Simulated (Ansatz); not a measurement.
# MnPt3 (Pm-3m), a film clamped to a substrate

Method: DFT PBEsol, scalar-relativistic, plane waves, PAW in Ansatz 0.2.0. The runs took a 420 eV cutoff, a Γ-centred 12×12×12 mesh and Gaussian smearing (0.15 eV). Spin–orbit coupling is left out, which matters for the heavy elements here. Collinear spins, started from moments 4.1, 0.2, 0.2, 0.2 μB in atom order; the magnetic state may not be the lowest. Energies are free energies at this smearing, counted from the undisturbed cell; pressure is positive in compression.

Reference structure (relaxed at this level; it needn't be the usual structure):

```
Mn Pt
1.0
     3.87307    0.00000    0.00000
     0.00000    3.87307    0.00000
     0.00000    0.00000    3.87307
Mn Pt
1 3
Direct
  0.00000 0.00000 0.00000
  0.00000 0.50000 0.50000
  0.50000 0.00000 0.50000
  0.50000 0.50000 0.00000
```

The cell (4 atoms, V0 = 58.10 Å³) is strained by p along both x and y and by q along z, fractional coordinates fixed. τp = (1/V0) ∂E/∂p = (σxx + σyy)(1 + p)(1 + q) and τq = (1/V0) ∂E/∂q = σzz(1 + p)², with tension positive.

```
     p q  ΔE (meV/atom)  τp (GPa)  τq (GPa)
 0.000   0.000           0.00     -0.05     -0.02
-0.030   0.000          50.21    -38.78    -13.29
 0.030   0.000          40.60     28.30     10.90
 0.000  -0.030          15.35    -13.21    -11.59
 0.000   0.030          13.52     10.95      9.65
```

**Question.** Get the second derivatives of the energy density.

**Answer.** Central differences give A = ∂τp/∂p = 1118 GPa (C11 + C22 + 2 C12), C = ∂τq/∂q = 354 GPa (C33) and the cross term B = ∂τq/∂p = 403 GPa (C13 + C23); ∂τp/∂q = 403 GPa must equal B, and any difference shows higher-order terms. Steps this large leave an error of some per cent of A or C in all of these, which can swamp a small B. The ions are clamped. In a cubic crystal C11 = C = 354, C12 = B/2 = 202 GPa and A should be 2(C11 + C12) = 1111 GPa; the bulk modulus is (C11 + 2 C12)/3 = 252 GPa.

**Question.** A film of this crystal grows with z along the normal on a substrate that imposes p. How does its thickness respond, and what does the misfit cost?

**Answer.** Count p and q from the stress-free cell. A free surface needs τq = 0, so q = −(B/C) p = -1.14 p. The energy density left is (A − B²/C) p²/2 = M p², with the biaxial modulus M = 329 GPa; a misfit of 1 % costs 2.99 meV/atom, against 5.07 meV/atom if the thickness were held.

In a metal these slopes depend on the k mesh and the smearing.

The clamped film thins by slightly more than the strain imposed along each in-plane axis, yet its volume still follows the misfit, because the thickness offsets only part of the change in area. This reflects a C12 of 202 GPa that is sizeable beside the C11 of 354 GPa: the crystal resists a change of volume much more than a tetragonal change of shape. Such behaviour is typical of close-packed, platinum-rich metals, where the electron gas and the nearly filled platinum d shells oppose compression while weakly directional bonding leaves shear softer. Free thickness therefore lowers the cost of a 1 % misfit from 5.07 to 2.99 meV/atom. Compression costs more than equal stretching along both strain paths, as expected when short-range repulsion steepens faster than cohesion weakens.

Clamping the ions should not bias these constants, since every atom sits on an inversion centre that the strains preserve, so no internal displacement is driven. The strains applied do not probe C44, so resistance to shear that changes the cell angles remains open.
